**Problem: the C=O bond of formaldehyde along a ladder of levels**

The bond energy is $D = E_\text{frag} - E_\text{mol}$, where the fragments are triplet CH₂ and triplet O and the molecule is a closed shell. The CCSDT(Q) reference is 7.676 eV in a triple-zeta basis with frozen cores, a value of this basis and not a measured one. The table lists each level's $D$ less the reference, and the noise column is one standard error of a random walk, zero for deterministic levels. Let $d_\text{mol}$ and $d_\text{frag}$ be the heights of a level's energy above CCSDT(Q) on each side, so that the error is $d_\text{frag} - d_\text{mol}$. The molecular energies of the same calculation fix $d_\text{mol}$, and $d_\text{frag}$, summed over both fragments, follows by difference, to ±0.5 meV for the deterministic levels.

Errors in the C=O bond energy of formaldehyde (relaxed triplet CH₂ and triplet O minus the molecule), calculated with Ansatz 0.2.0 and the in-house AFQMC program afq 1. All levels use the def2-TZVP basis, frozen cores and PBE0/def2-SVP geometries, with RHF determinants for the molecule and UHF for the fragments. ph-AFQMC/CISD is phaseless AFQMC with a CISD trial.

```tsv
level	this level less the reference (CCSDT(Q), same basis) (meV)	statistical noise, one standard error (meV)
HF	-3241.0	0.000
MP2	403.0	0.000
CCSD	-281.0	0.000
CCSD(T)	-8.0	0.000
CCSDT	-23.0	0.000
ph-AFQMC/CISD	1.0	8.000
released AFQMC	2.0	11.000
```

**(a)** HF lies $M = 11339$ meV above the reference in the molecule. Estimate the HF error of the bond energy by counting electrons, and compare with the table.

**Solution.** Correlation is argued to be largest between two electrons of opposite spin in one orbital, because the Pauli principle already keeps parallel spins apart. Each triplet fragment has four up and two down valence electrons, so the fragments hold four doubly occupied orbitals together and the molecule holds six. If the correlation energy is proportional to this count, the fragments' share is $F = \tfrac46 M$, with nothing fitted:

$$F - M = -\tfrac26 \times 11339 \text{ meV} = -3780 \text{ meV}.$$

The table has −3241 meV, so the count gives the sign and overshoots that value by 17 %. The count does not explain the overshoot. Correlation between different orbitals is not small, as parallel spins alone carry 24 % of the molecule's MP2 correlation energy, and it acts both ways: the unpaired electrons of the fragments correlate with the pairs beside them, but each pair in the molecule also has more neighbours. The closeness of the estimate may therefore owe something to luck. By difference $F = 8098$ meV, and correlation supplies 42 % of the bond. By the same argument a bond that unpairs fewer electrons on breaking should lose less at the HF level. Basis superposition may add somewhat to $M$, which is untested here.

**(b)** Suppose a level recovers the same fraction of the correlation energy on both sides. What sign of error follows? Test this on MP2, where $d_\text{mol} = 779.5$ meV, and on CCSD.

**Solution.** With recovered fractions $f$, $d_\text{mol} = (1-f_\text{mol})M$ and $d_\text{frag} = (1-f_\text{frag})F$. Subtraction gives the identity

$$\text{error} = -(1-f_\text{mol})(M-F) + (f_\text{mol}-f_\text{frag})\,F .$$

The model keeps the first term only, with $M-F$ taken from the HF row and no adjusted constant. It predicts a bond that is too weak whenever $f_\text{mol}<1$. The second term has great leverage, because one percentage point of imbalance is worth $F/100 = 81$ meV.

For MP2, $1-f_\text{mol} = 779.5/11339 = 0.0687$, and the model gives $-0.0687 \times 3241 \approx -223$ meV against +403 meV in the table. The numbers show the reason: MP2 recovers 93.1 % of the correlation in the molecule and only 85.4 % in the fragments. It lies above the reference on both sides, so the bond is too strong because the fragments are left too high. An expected contributor, not computed here, is the low π* orbital of the double bond, whose small energy gap enlarges the second-order terms in the molecule. Its weight stays open, since the separate energies and the spin contamination of the fragments are not given.

CCSD reverses the imbalance, recovering 97.7 % in the fragments and 95.9 % in the molecule. The two terms now have the same sign and nearly the same size, and they add to −281 meV. The equal-fraction picture thus fails in sign for MP2 and gives about half the error for CCSD. What CCSD leaves out is more concentrated in the molecule than what it includes.

**(c)** Explain why CCSD and CCSDT both fall short, why CCSD(T) is nevertheless closer to the reference than CCSDT, and what the AFQMC rows can add.

**Solution.** A connected excitation of rank $n$ needs $n$ electrons near one another, and splitting twelve valence electrons into two groups of six removes a larger share of the sets of electrons as $n$ grows. The ratio of the energy lowering in the fragments to that in the molecule falls accordingly: 0.73 for CCSD, 0.42 for full triples and about 0.15 for (Q). Counting sets, $2\binom{6}{n}/\binom{12}{n}$, gives this order but ratios too small by factors of 1.6 to 2.5. Distance, spin and orbital energies, which the count ignores, matter too, and the low π* orbital is expected to favour triples and quadruples in the molecule. The count thus makes the order plausible and does not prove its cause. As every ratio found is below one, each of these three steps strengthens the bond, and HF, CCSD and CCSDT, which stop short, are too weak by shrinking amounts.

CCSDT is nearer the reference than CCSD(T) on each side, yet its errors cancel less. It lies 27 meV high in the molecule and only 4 meV high in the fragments, which leaves the whole −23 meV effect of the quadruples. This is again an imbalance, as the equal-fraction term accounts for only a third of it.

The perturbative (T) captures 98.5 % of the full triples in the molecule but 88 % in the fragments. Leaving the fragments higher makes the bond 15 meV stronger than in CCSDT, and $-23 + 15 = -8$ meV is the CCSD(T) row. The numbers show this as a cancellation between a shortfall in the fragments' triples and the neglected quadruples, two separate faults, in this one bond. The shortfall echoes that of MP2, a perturbative step doing worse on the open shells, though a common cause is a guess. The ranking also holds only relative to a reference whose (Q) is itself perturbative.

The AFQMC rows, 1 ± 8 and 2 ± 11 meV, agree with the reference, with each other and with CCSD(T) within about one standard error. They are weak as an independent check, because the reference was admitted only on agreement with the released walk within a few tens of meV, and the trial function carries CCSD amplitudes. The phaseless row lies three standard errors from CCSDT, but its error bar excludes the bias of the constraint, so this separation is indicative only. The printed output below gives the split for each level except the released walk.

The analysis program printed:

```
Table rounding 0.5 meV: inferred fragment errors +-0.5, their differences +-1 meV
Bond energy (eV) and error (% of 7.676 eV):
  HF 4.435 (-42.22); MP2 8.079 (+5.25); CCSD 7.395 (-3.66); CCSD(T) 7.668 (-0.10); CCSDT 7.653 (-0.30); ph-AFQMC/CISD 7.677 (+0.01); released AFQMC 7.678 (+0.03)
Correlation: molecule M 11339, fragments F 8098, M-F 3241 meV = 42.2% of bond
F/M = 0.714; per valence electron 945 vs 675 meV; per new spin pair 1620 meV
  count doubly occupied orbitals 4/6: ratio 0.667, HF error -3780 meV, misfit -539 (+17%)
  count all pairs 30/66: ratio 0.455, HF error -6185 meV, misfit -2944 (+91%)
One point of imbalance in recovered fraction = 81 meV
level | above ref: mol, frag (meV) | recovered % mol, frag | equal-fraction error | imbalance term | table
  MP2           |  779.5  1182.5 | 93.13  85.40 | -222.8 | +625.8 | +403
  CCSD          |  469.9   188.9 | 95.86  97.67 | -134.3 | -146.7 | -281
  CCSD(T)       |   33.7    25.7 | 99.70  99.68 |   -9.6 |   +1.6 |   -8
  CCSDT         |   27.1     4.1 | 99.76  99.95 |   -7.7 |  -15.3 |  -23
  ph-AFQMC/CISD |    5.9     6.9 | 99.95  99.92 |   -1.7 |   +2.7 |   +1
Worst row of equal-fraction model: MP2, misfit 626 meV
released AFQMC is not split: the release time used for the row is not given
Step | lowering mol, frag (meV) | change of bond energy | frag/mol
  MP2 to CCSD     |   309.6    993.6 |  -684.0 | 3.210
  HF to CCSD      | 10869.1   7909.1 | +2960.0 | 0.728
  (T)             |   436.2    163.2 |  +273.0 | 0.374
  full T          |   442.9    184.9 |  +258.0 | 0.417
  full T less (T) |     6.7     21.7 |   -15.0 | 3.252
  (Q)             |    27.1      4.1 |   +23.0 | 0.150
  rank 2: found 0.728, tuple count 30/66 = 0.455, found/count 1.6
  rank 3: found 0.417, tuple count 40/220 = 0.182, found/count 2.3
  rank 4: found 0.150, tuple count 30/495 = 0.061, found/count 2.5
  (Q) ratio within rounding: 0.13 to 0.17
(T) as share of full T: mol 98.5%, frag 88.3%
full T as share of correlation: mol 3.9%, frag 2.3%
ph-AFQMC/CISD less, meV (standard errors): CCSDT(Q) +1 (0.1), CCSD(T) +9 (1.1), CCSDT +24 (3.0)
released AFQMC less, meV (standard errors): CCSDT(Q) +2 (0.2), CCSD(T) +10 (0.9), CCSDT +25 (2.3)
released less phaseless +1 meV, combined noise 14 if independent
Molecule, release sequence less CCSDT(Q), meV: -2.3+-5.8, +0.1+-4.7, +8.0+-6.3, +2.5+-5.2, +6.0+-8.6
Molecular noise 7.4 meV, target 5.7 meV
Walk starts -0.05 meV from CCSD, descends 464 of 470 meV
```
